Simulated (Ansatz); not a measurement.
# A series in volume scale on TaN

Free energy against uniform scaling of the volume at fixed shape and fractions; periodic cell, basis, potentials, k mesh and filling as listed. The results are calculated, by Ansatz 0.2.0.

The cell before it is scaled or strained (space group Fm-3m, No. 225):
```
CELL_PARAMETERS angstrom
0.00000 2.17900 2.17900
2.17900 0.00000 2.17900
2.17900 2.17900 0.00000
ATOMIC_POSITIONS crystal
Ta 0.50000 0.50000 0.50000
N 0.00000 0.00000 0.00000
```

Settings of every row: functional PBE; dispersion none; potentials PAW; wave cutoff 510 eV; density cutoff 2040 eV; k mesh 11x11x11; k shift 0x0x0; occupations fermi dirac; smearing width 0.1 eV; spin none.

Limits: coarse k mesh, up to 40 meV an atom off; no spin-orbit coupling, which can matter with elements this heavy.

| row | volume scale | V (Å³/atom) | energy above lowest point (meV/atom) |
| --- | --- | --- | --- |
| 1 | 0.94 | 9.725 | 127.1 |
| 2 | 0.96 | 9.932 | 79 |
| 3 | 0.98 | 10.139 | 43.4 |
| 4 | 1 | 10.346 | ? |
| 5 | 1.02 | 10.553 | 5 |
| 6 | 1.04 | 10.76 | 0 |
| 7 | 1.06 | 10.967 | 3.3 |

Question: what energy above lowest point should row 4 give?

Worked fit of energy above lowest point. Take u = (V_r/V)^(2/3) − 1 with V_r = 10.346 Å³ an atom, which is twice the finite (Eulerian) strain; such expansions in the strain, on which the Birch-Murnaghan equation of state is built, carry the rest volume and the bulk modulus. The shown rows have u = 0.04213, 0.0276, 0.01356, -0.01312, -0.02582, -0.03812. Least squares give energy above lowest point = 19.12 + 1427.4 × u + 26744 × u² + 5017 × u³ meV/atom; a parabola predicts inner rows, each left out in turn, worse (root mean square 0.12 against 0.02 meV/atom). All shown rows lie on it to the printed digit. Its lowest point lies at u = -0.0269, or V = 10.78 Å³ an atom, and the curvature there gives the bulk modulus at fixed shape and fractions, B = (4/9)(1 + u)² E″(u)/V = 330 GPa. The withheld row has u = 0, so the fit gives 19.12 + 1427.4 × (0) + 26744 × (0)² + 5017 × (0)³ = 19.1 meV/atom.

The calculation gave 19.1 meV/atom. The fit meets it to the printed digit.
